**6s ionisation of Pb2+ and Pb3+ along a ladder of functionals: forecasts for HSE06 and Hartree-Fock**

The table holds ΔSCF ionisation energies, their errors against NIST and the 6s eigenvalues from an all-electron radial atomic code with spin-free X2C and a finite nucleus. The program fits the gap IE − (−ε) as a line in the share of exact exchange on two GGAs and two global hybrids, extends it to range-separated functionals with a Gaussian model of the 6s self-repulsion, and estimates Hartree-Fock ionisation energies from the energy terms of the hybrids. It forecasts the two withheld rows with error bars and then prints the computed values. All fourteen forecasts fall inside their bars; the Hartree-Fock ionisation energies are met within 0.03 eV, while the HSE06 ones are forecast 0.13 and 0.19 eV too high. The line misses r2SCAN by over 0.4 eV, and the two range-separation models each do better on one functional.

Ionisation energies (IE) of Pb2+ ([Xe] 4f14 5d10 6s2) and Pb3+ ([Xe] 4f14 5d10 6s1) as total-energy differences, from B-spline radial code 1 with all electrons, spin-free one-electron X2C and a Fermi nucleus, at the basis-set limit. "Table" is the measured NIST value, 31.9373 and 42.33256 eV; ε(6s) is the eigenvalue of the spin orbital that loses the electron.

## Numerical check

```python
# Table: Delta-SCF 6s ionisation energies and -eps(6s) of Pb2+ and Pb3+ (eV), B-spline radial code, spin-free X2C,
# ladder of functionals, errors against NIST. Tested: gap IE-(-eps) against exact exchange; forecasts of withheld rows.
T = {
    'method': ['LDA VWN5', 'PW91', 'BP86', 'TPSS', 'r2SCAN', 'B3LYP VWN-RPA', 'M06-2X', 'HSE06', 'wB97X', 'Hartree-Fock'],
    'rung': ['LDA', 'GGA', 'GGA', 'meta-GGA', 'meta-GGA', 'hybrid', 'hybrid', 'range-separated hybrid', 'range-separated hybrid', 'Hartree-Fock'],
    'exact_exchange': ['0', '0', '0', '0', '0', '20 %', '54 %', '25 % short range, 0 long range', '16 % short, 100 % long range', '100 %'],
    'ie_Pb2p': [32.593, 32.215, 32.266, 31.832, 31.877, 32.094, 31.666, 31.777, 31.669, 29.773],  # eV
    'err_Pb2p': [0.656, 0.277, 0.329, -0.105, -0.061, 0.157, -0.271, -0.16, -0.269, -2.165],  # eV
    'eps_Pb2p': [27.814, 27.488, 27.579, 27.244, 27.601, 28.317, 29.403, 27.94, 30.617, 30.117],  # eV
    'ie_Pb3p': [43.341, 42.998, 42.992, 42.516, 42.639, 42.853, 42.466, 42.504, 41.975, 40.562],  # eV
    'err_Pb3p': [1.008, 0.666, 0.659, 0.184, 0.306, 0.52, 0.134, 0.171, -0.358, -1.77],  # eV
    'eps_Pb3p': [38.306, 37.999, 38.057, 37.669, 38.143, 38.83, 40.206, 38.438, 40.877, 40.821],  # eV
}
HELD = [7, 9]  # rows withheld from the fit
import numpy as np
from scipy.constants import physical_constants as pc
Ha = pc['Hartree energy in eV'][0]
M = T['method']; K = [i for i in range(len(M)) if i not in HELD]
ions = ['Pb2p', 'Pb3p']; nm = ['Pb2+', 'Pb3+']
ie = lambda m, k: T['ie_' + ions[k]][M.index(m)]
gap = lambda m, k: ie(m, k) - T['eps_' + ions[k]][M.index(m)]
err = lambda m, k: T['err_' + ions[k]][M.index(m)]
ref = [np.mean([ie(M[i], k) - err(M[i], k) for i in K]) for k in (0, 1)]
print(f"NIST: {ref[0]:.3f}, {ref[1]:.3f} eV, step {ref[1]-ref[0]:.3f} eV; rounding of differences 0.001 eV")
print("known rows (eV): error 2+, error 3+, step, step error, gap 2+, gap 3+  [gap = IE - (-eps)]")
for i in K:
    m = M[i]
    print(f"  {m:14s}{err(m,0):+.3f} {err(m,1):+.3f} {ie(m,1)-ie(m,0):.3f} {err(m,1)-err(m,0):+.3f} {gap(m,0):.3f} {gap(m,1):.3f}")
# further outputs of the same runs (hartree; charges 2, 3, 4): scaled exact exchange, functional part
X = {'B3LYP VWN-RPA': (0.20, [-77.71913, -77.6683, -77.61087], [-317.2372, -316.9485, -316.6341]),
     'M06-2X': (0.54, [-209.8536, -209.7124, -209.5573], [-187.0774, -186.8886, -186.6848])}
# further outputs: PW91 Pb3+ F0(6s,6s) in eV; 6s mean radii of Pb3+ (PW91) and Pb2+ (r2SCAN) scale it to Pb2+
J = [11.68812 * 2.09494 / 2.167699, 11.68812]
def flr(k, w):  # long-range share of F0 for a Gaussian pair distribution matched to F0
    s2 = 2 / (np.pi * (J[k] / Ha) ** 2)
    return np.sqrt(s2 / (s2 + 1 / (2 * w * w)))
fit = {'PW91': 0.0, 'BP86': 0.0, 'B3LYP VWN-RPA': 0.20, 'M06-2X': 0.54}  # definitions of the functionals
P = {'HSE06': {}, 'Hartree-Fock': {}}
for k in (0, 1):
    v = [ie(M[i], k) for i in K]; e = [T['eps_' + ions[k]][i] for i in K]
    print(f"{nm[k]}: known rows span {np.ptp(v):.3f} eV in IE, {np.ptp(e):.3f} eV in -eps; F0 {J[k]:.2f}, F0/2 {J[k]/2:.2f} eV")
    s, g0 = np.polyfit(list(fit.values()), [gap(m, k) for m in fit], 1); S = -s
    print(f"  line gap = {g0:.3f} - {S:.3f} a eV; value at a = 1: {g0-S:+.3f} eV")
    print("  residuals, fitted: " + ", ".join(f"{m[:6]} {gap(m,k)-g0+S*a:+.3f}" for m, a in fit.items()))
    print("  residuals, not fitted: " + ", ".join(f"{m} {gap(m,k)-g0:+.3f}" for m in ['LDA VWN5', 'TPSS', 'r2SCAN']))
    A = lambda sr, lr, w: g0 - sr * (S - flr(k, w) * J[k] / 2) - lr * flr(k, w) * J[k] / 2
    B = lambda sr, lr, w: g0 - S * (sr * (1 - flr(k, w)) + lr * flr(k, w))
    gw = gap('wB97X', k)
    print(f"  wB97X gap {gw:.3f}: split model {A(0.1577,1,0.3):.3f} (miss {gw-A(0.1577,1,0.3):+.3f}), "
          f"one share {B(0.1577,1,0.3):.3f} (miss {gw-B(0.1577,1,0.3):+.3f})")
    print(f"  long-range share of F0: {flr(k,0.3):.2f} (w 0.3), {flr(k,0.11):.2f} (w 0.11); HSE06 gap, one share {B(0.25,0,0.11):.3f}")
    h = [ie(m, k) + Ha * ((x[k+1] - x[k]) * (1 / a - 1) - (f[k+1] - f[k])) for m, (a, x, f) in X.items()]
    hf = np.mean(h); d = ie('PW91', k) - hf; R = (J[k] / 2 - gap('PW91', k)) / 2
    print(f"  HF IE on B3LYP, M06-2X orbitals {h[0]:.3f}, {h[1]:.3f} (rounding 0.01); PW91 less mean {d:.3f}, NIST less mean {ref[k]-hf:.3f}")
    P['Hartree-Fock'][k] = (hf, 0.15, -R, R)                          # 0.15 eV: chosen for second-order orbital error
    P['HSE06'][k] = (ie('PW91', k) - d / 8, d / 8, A(0.25, 0, 0.11), 0.15)  # midpoint of shifts 0 and d/4
    assert abs(h[0] - h[1]) < 0.1
    assert gap('PW91', k) > gap('B3LYP VWN-RPA', k) > gap('M06-2X', k) > gw > 0
    assert 0 < S < J[k] / 2 and gap('LDA VWN5', k) < J[k] / 2
assert all(err(M[i], 1) - err(M[i], 0) > 0.25 for i in K if M[i] != 'wB97X')
def show(lab, p, b, c):
    print(f"  {lab:10s} forecast {p:.2f} +- {b:.2f}, computed {c:.3f}, miss {c-p:+.3f}, {'inside' if abs(c-p) <= b else 'OUTSIDE'}")
for i in HELD:
    m = M[i]
    print(f"{m} (eV): errors against NIST {err(m,0):+.3f}, {err(m,1):+.3f}; step error {err(m,1)-err(m,0):+.3f}; "
          f"less PW91 {ie(m,0)-ie('PW91',0):+.3f}, {ie(m,1)-ie('PW91',1):+.3f}")
    for k in (0, 1):
        p, b, g, gb = P[m][k]
        show('IE ' + nm[k], p, b, ie(m, k))
        show('gap ' + nm[k], g, gb, gap(m, k))
        show('-eps ' + nm[k], p - g, np.hypot(b, gb), T['eps_' + ions[k]][i])
    show('step', P[m][1][0] - P[m][0][0], 0.15 if m == 'HSE06' else np.hypot(0.15, 0.15), ie(m, 1) - ie(m, 0))
```

Running it gives:

```
NIST: 31.937, 42.333 eV, step 10.395 eV; rounding of differences 0.001 eV
known rows (eV): error 2+, error 3+, step, step error, gap 2+, gap 3+  [gap = IE - (-eps)]
  LDA VWN5      +0.656 +1.008 10.748 +0.352 4.779 5.035
  PW91          +0.277 +0.666 10.783 +0.389 4.727 4.999
  BP86          +0.329 +0.659 10.726 +0.330 4.687 4.935
  TPSS          -0.105 +0.184 10.684 +0.289 4.588 4.847
  r2SCAN        -0.061 +0.306 10.762 +0.367 4.276 4.496
  B3LYP VWN-RPA +0.157 +0.520 10.759 +0.363 3.777 4.023
  M06-2X        -0.271 +0.134 10.800 +0.405 2.263 2.260
  wB97X         -0.269 -0.358 10.306 -0.089 1.052 1.098
Pb2+: known rows span 0.927 eV in IE, 3.373 eV in -eps; F0 11.30, F0/2 5.65 eV
  line gap = 4.701 - 4.528 a eV; value at a = 1: +0.173 eV
  residuals, fitted: PW91 +0.026, BP86 -0.014, B3LYP  -0.019, M06-2X +0.007
  residuals, not fitted: LDA VWN5 +0.078, TPSS -0.113, r2SCAN -0.425
  wB97X gap 1.052: split model 0.981 (miss +0.071), one share 1.577 (miss -0.525)
  long-range share of F0: 0.63 (w 0.3), 0.29 (w 0.11); HSE06 gap, one share 3.893
  HF IE on B3LYP, M06-2X orbitals 29.771, 29.802 (rounding 0.01); PW91 less mean 2.429, NIST less mean 2.151
Pb3+: known rows span 1.366 eV in IE, 3.208 eV in -eps; F0 11.69, F0/2 5.84 eV
  line gap = 4.981 - 5.008 a eV; value at a = 1: -0.028 eV
  residuals, fitted: PW91 +0.018, BP86 -0.046, B3LYP  +0.044, M06-2X -0.016
  residuals, not fitted: LDA VWN5 +0.054, TPSS -0.134, r2SCAN -0.485
  wB97X gap 1.098: split model 1.144 (miss -0.046), one share 1.580 (miss -0.482)
  long-range share of F0: 0.62 (w 0.3), 0.28 (w 0.11); HSE06 gap, one share 4.076
  HF IE on B3LYP, M06-2X orbitals 40.549, 40.516 (rounding 0.01); PW91 less mean 2.466, NIST less mean 1.800
HSE06 (eV): errors against NIST -0.160, +0.171; step error +0.331; less PW91 -0.438, -0.494
  IE Pb2+    forecast 31.91 +- 0.30, computed 31.777, miss -0.134, inside
  gap Pb2+   forecast 3.97 +- 0.15, computed 3.837, miss -0.137, inside
  -eps Pb2+  forecast 27.94 +- 0.34, computed 27.940, miss +0.002, inside
  IE Pb3+    forecast 42.69 +- 0.31, computed 42.504, miss -0.186, inside
  gap Pb3+   forecast 4.13 +- 0.15, computed 4.066, miss -0.068, inside
  -eps Pb3+  forecast 38.56 +- 0.34, computed 38.438, miss -0.117, inside
  step       forecast 10.78 +- 0.15, computed 10.727, miss -0.051, inside
Hartree-Fock (eV): errors against NIST -2.165, -1.770; step error +0.395; less PW91 -2.442, -2.436
  IE Pb2+    forecast 29.79 +- 0.15, computed 29.773, miss -0.013, inside
  gap Pb2+   forecast -0.46 +- 0.46, computed -0.344, miss +0.116, inside
  -eps Pb2+  forecast 30.25 +- 0.48, computed 30.117, miss -0.130, inside
  IE Pb3+    forecast 40.53 +- 0.15, computed 40.562, miss +0.030, inside
  gap Pb3+   forecast -0.42 +- 0.42, computed -0.259, miss +0.164, inside
  -eps Pb3+  forecast 40.95 +- 0.45, computed 40.821, miss -0.134, inside
  step       forecast 10.75 +- 0.21, computed 10.789, miss +0.043, inside
```
